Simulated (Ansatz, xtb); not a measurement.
# Relative energy of two isomers of C3H11FN2Si

Structure X: `CCCN[Si@H](N)F`, a singlet. Structure Y: `CN[Si@H](F)N(C)C`, a singlet. Both are isolated molecules in the gas phase, relaxed with PBE-D3(BJ)/def2-SVP; each stands in its lowest conformer found.

X (Å):

```yaml
atoms:
  - { symbol: C, position_ang: [0.5165, -0.0574, 2.9938] }
  - { symbol: C, position_ang: [-0.1422, -0.2378, 1.6263] }
  - { symbol: C, position_ang: [0.8703, -0.2887, 0.4728] }
  - { symbol: F, position_ang: [1.0103, 1.9348, -1.6806] }
  - { symbol: N, position_ang: [0.2835, -0.4750, -0.8465] }
  - { symbol: N, position_ang: [-0.2161, 0.0864, -3.5058] }
  - { symbol: Si, position_ang: [-0.1502, 0.7901, -1.9388] }
  - { symbol: H, position_ang: [-0.2319, -0.0244, 3.8104] }
  - { symbol: H, position_ang: [1.1005, 0.8857, 3.0374] }
  - { symbol: H, position_ang: [1.2182, -0.8884, 3.2178] }
  - { symbol: H, position_ang: [-0.7469, -1.1725, 1.6149] }
  - { symbol: H, position_ang: [-0.8600, 0.5888, 1.4303] }
  - { symbol: H, position_ang: [1.6114, -1.0974, 0.6756] }
  - { symbol: H, position_ang: [1.4547, 0.6556, 0.4523] }
  - { symbol: H, position_ang: [-0.1881, -1.3743, -0.9731] }
  - { symbol: H, position_ang: [-1.4401, 1.5377, -1.7700] }
  - { symbol: H, position_ang: [-0.7162, 0.5535, -4.2646] }
  - { symbol: H, position_ang: [0.5617, -0.4785, -3.8541] }
```

Y (Å):

```xyz
18

C     1.6202    2.4240   -0.9903
C    -1.7024   -1.6259    0.6074
C    -0.8539   -1.2245   -1.6473
F     1.8157   -0.1999    0.5891
N     0.4456    1.5896   -0.7982
N    -0.8577   -0.8205   -0.2529
Si    0.2673    0.3321    0.3716
H     2.4955    1.9285   -0.5273
H     1.5286    3.4377   -0.5344
H     1.8567    2.5621   -2.0687
H    -0.4085    1.9507   -1.2289
H    -0.2107    0.6578    1.7549
H    -1.6653   -1.2505    1.6497
H    -1.3944   -2.6990    0.6213
H    -2.7666   -1.5946    0.2744
H    -0.2006   -0.5474   -2.2317
H    -0.4868   -2.2698   -1.7843
H    -1.8793   -1.1769   -2.0840
```

Question: Estimate which is lower in electronic energy at CCSD(T)/def2-SVP + ΔMP2/def2-TZVPP, and by roughly how much.

Answer: The CCSD(T)/def2-SVP + ΔMP2/def2-TZVPP calculation puts structure X lower, by 17.6 kcal/mol.

The same difference at several levels:

```tsv
level	geometry	E(Y) − E(X) (kcal/mol)	departure from the last row (kcal/mol)	job, with rough time for the two
GFN2-xTB	GFN2-xTB	+3.2	−14.4	optimisation, 0.32 s
HF/STO-3G	GFN2-xTB	+6.8	−10.7	single point, 0.44 s
r2SCAN-D4/def2-SVP	GFN2-xTB	+14.4	−3.2	single point, 4.6 s
PBE-D3(BJ)/def2-SVP	PBE-D3(BJ)/def2-SVP	+13.1	−4.5	optimisation, 34 s
HF/def2-SVP	PBE-D3(BJ)/def2-SVP	+14.9	−2.6	part of the CCSD(T) run
MP2/def2-SVP	PBE-D3(BJ)/def2-SVP	+15.8	−1.7	part of the CCSD(T) run
CCSD(T)/def2-SVP	PBE-D3(BJ)/def2-SVP	+14.6	−2.9	single point
CCSD(T)/def2-SVP + ΔMP2/def2-TZVPP	PBE-D3(BJ)/def2-SVP	+17.6		single point, 2.3 min
```

As drawn, Y has 2 C–N, 2 C–H in place of 2 C–C, 2 N–H.

The levels shown agree on the order. The largest departure from CCSD(T)/def2-SVP + ΔMP2/def2-TZVPP is that of GFN2-xTB, 14.4 kcal/mol. The last row adds to CCSD(T) the change of the MP2 difference between the two basis sets, here +2.9 kcal/mol.

With thermal terms from frequencies at re-optimised GFN2-xTB minima (ideal gas, soft modes damped towards free rotors, one conformer each, 298.15 K, 1 atm): the zero-point term adds −0.6 kcal/mol; ΔH is +17.1 and ΔG +16.9 kcal/mol.

The correlated steps freeze 11 core orbitals. Programs: Ansatz 0.2.0, xtb 6.7.1; the last row on 4 threads of Arm Neoverse V1 on a shared host.

X is clearly the more stable isomer, and the thermal terms barely alter its advantage. Silicon keeps the same immediate neighbours in both molecules, so the preference must come mainly from the carbon and nitrogen skeleton. Y exchanges C–C and N–H bonds for C–N and C–H bonds. This is unfavourable overall because the strongly polar N–H bonds and the C–C links of the propyl chain are together worth more than their replacements, the same pattern that places primary alkylamines below their secondary and tertiary isomers. Crowding around the dimethylated nitrogen may add a little to the penalty.

Hartree–Fock in the split-valence basis already gives +14.9 kcal/mol, against +14.6 with CCSD(T), so the preference does not depend on a large net correlation contribution. The much smaller gap with STO-3G probably reflects how poorly a minimal basis describes polar bonds to nitrogen. The energy difference says nothing about how readily Y would convert to X, which would require breaking strong skeletal bonds.
